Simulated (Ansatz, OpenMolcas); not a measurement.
A small benchmark: atomisation enthalpy at 298 K

8 molecules with oxygen; the atomisation enthalpy at 298 K in kJ/mol, computed less measured. Shapes, held fixed at every level: PBE0-D4/def2-TZVP. Flexible molecules stand in one conformer, not always the lowest. Thermal terms are harmonic and unscaled (PBE0-D4/def2-TZVP); the spin-orbit lowering of the free atoms is taken from their spectra. Programs: Ansatz 0.2.0, OpenMolcas 26.06. Measured values: Active Thermochemical Tables, CRC Handbook of Chemistry and Physics, NIST-JANAF tables.

Levels: A = B3LYP/6-31G* (Cartesian functions); B = MP2/def2-TZVPP; C = CCSD(T)/def2-SVP.

```
                molecule  from tabulated heats     A    B     C
 NOF (nitrosyl fluoride)                   867   +14  +35   -96
B(BO)O (diboron dioxide)                  2095    +1  +72   -69
      HOCN (cyanic acid)                  1671   -39  +14  -121
  SO3 (SMILES O=S(=O)=O)                  1420  -215  +49  -368
        C3H3NO (oxazole)                  3542   -24   +9  -189
         C2H6O (ethanol)                  3226   -36  -46  -159
 C3H6O2 (methyl acetate)                  4370   -26  -25  -207
      C3H8O (1-propanol)                  4399   -43  -60  -202
```

Question: Which level does best on this set, which worst, and which err to one side?

Answer: 
```json
{"level": "B3LYP/6-31G* (Cartesian functions)", "kind": "global hybrid", "mean error": "-46.0", "mean absolute error": "49.8", "worst case": "SO3"}
{"level": "MP2/def2-TZVPP", "kind": "perturbation theory", "mean error": "+6.0", "mean absolute error": "38.8", "worst case": "B(BO)O"}
{"level": "CCSD(T)/def2-SVP", "kind": "coupled cluster or CI", "mean error": "-176.4", "mean absolute error": "176.4", "worst case": "SO3"}
```

On this set MP2/def2-TZVPP has the smallest mean absolute error and CCSD(T)/def2-SVP the largest. B3LYP/6-31G* (Cartesian functions) is too low in 6 of 8; CCSD(T)/def2-SVP is too low in 8 of 8. Heats of the atoms come from ATcT where it has them, that of boron, 570 kJ/mol, from recent work. The levels differ in basis as well as in method. The tabulated values of NOF, B(BO)O are in doubt (older tables, estimates, or at odds with other calculations) and kept here. Over the 6 molecules whose values aren't doubted the mean absolute errors are A 63.8; B 33.8; C 207.7. Correlated wave functions converge slowly with the basis. T1 is large for B(BO)O (0.022), so single-reference values are less sure there. The set is small.

The uniform underbinding by CCSD(T) reflects the small basis rather than a failure of coupled cluster theory, which is normally very accurate for such molecules near the basis-set limit. Forming bonds brings more electrons into close pairs, and a double-zeta set recovers less of this extra correlation than of that in the free atoms. SO3 is the extreme case, at -368 kJ/mol: its short, strongly polar S–O bonds need tight d functions on sulfur to describe the polarisation of its contracted valence shell. The same shortage probably explains most of the B3LYP error of -215 kJ/mol, and much of MP2's lead over B3LYP rests on this one molecule.

The small mean error of MP2 is a cancellation, with SO3, cyanic acid and oxazole overbound but the two alcohols and methyl acetate underbound. This suggests that MP2's tendency to exaggerate correlation in multiple bonds outweighs the remaining basis deficit in the first group but not in the second. Its first place therefore doesn't show that it would be reliable for reactions that convert multiple bonds into single ones.
